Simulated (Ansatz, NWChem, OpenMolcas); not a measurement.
# A ladder of methods for BH (SMILES [BH])

BH has 2 atoms, charge 0, and is taken as a singlet. As SMILES, `[BH]`. Geometry: the measured bond length.

```xyz
2

B     0.0000    0.0000    0.0000
H     0.0000    0.0000    1.2324
```

Quantity: the HOMO–LUMO gap, in eV. The values are calculated.

```json
{"level": "SVWN5/def2-TZVPPD", "kind": "LDA", "program": "OpenMolcas", "value (eV)": "1.81", "CPU time": "4.5 s"}
{"level": "BLYP/def2-TZVPPD", "kind": "GGA", "program": "NWChem", "value (eV)": "2.10", "CPU time": "8.6 s"}
{"level": "revPBE/def2-TZVPPD", "kind": "GGA", "program": "OpenMolcas", "value (eV)": "2.12", "CPU time": "5.6 s"}
{"level": "M06-L/def2-TZVPPD", "kind": "meta-GGA", "program": "NWChem", "value (eV)": "2.83", "CPU time": "18 s"}
{"level": "TPSS/def2-TZVPPD", "kind": "meta-GGA", "program": "NWChem", "value (eV)": "2.54", "CPU time": "9.2 s"}
{"level": "r2SCAN/def2-TZVPPD", "kind": "meta-GGA", "program": "Ansatz", "value (eV)": "2.59", "CPU time": "1.4 s"}
{"level": "B3LYP/def2-TZVPPD", "kind": "global hybrid", "program": "OpenMolcas", "value (eV)": "3.91", "CPU time": "5.8 s"}
{"level": "HSE06/def2-TZVPPD", "kind": "range-separated hybrid", "program": "Ansatz", "value (eV)": "3.53", "CPU time": "0.85 s"}
```

The values span 1.81 to 3.91 eV. Orbital gaps aren't excitation energies; they tend to grow with the share of exact exchange. CPU times are rough (shared hosts, several kinds of processor): they show what a rung costs within a factor of a few.

The gap in BH separates a boron-centred σ lone pair, of mixed 2s and 2p character and pointing away from hydrogen, from the empty, degenerate pair of boron 2p π orbitals. It widens from 1.81 eV with SVWN5 to 2.10-2.12 eV with the GGAs, 2.54-2.83 eV with the meta-GGAs and 3.53-3.91 eV with the hybrids. In the hybrids, nonlocal exchange stabilises the occupied lone pair relative to the empty π level. HSE06 nevertheless gives a smaller gap than B3LYP despite its larger short-range share of exact exchange, probably because its exchange is screened at long range. Even the largest value falls well short of the difference between ionisation energy and electron affinity expected for so small a molecule, since these functionals recover at most part of the derivative discontinuity. The near-degeneracy of boron 2s and 2p also mixes π² configurations into the singlet ground state, and the orbital gaps alone don't establish the weight of that mixing.
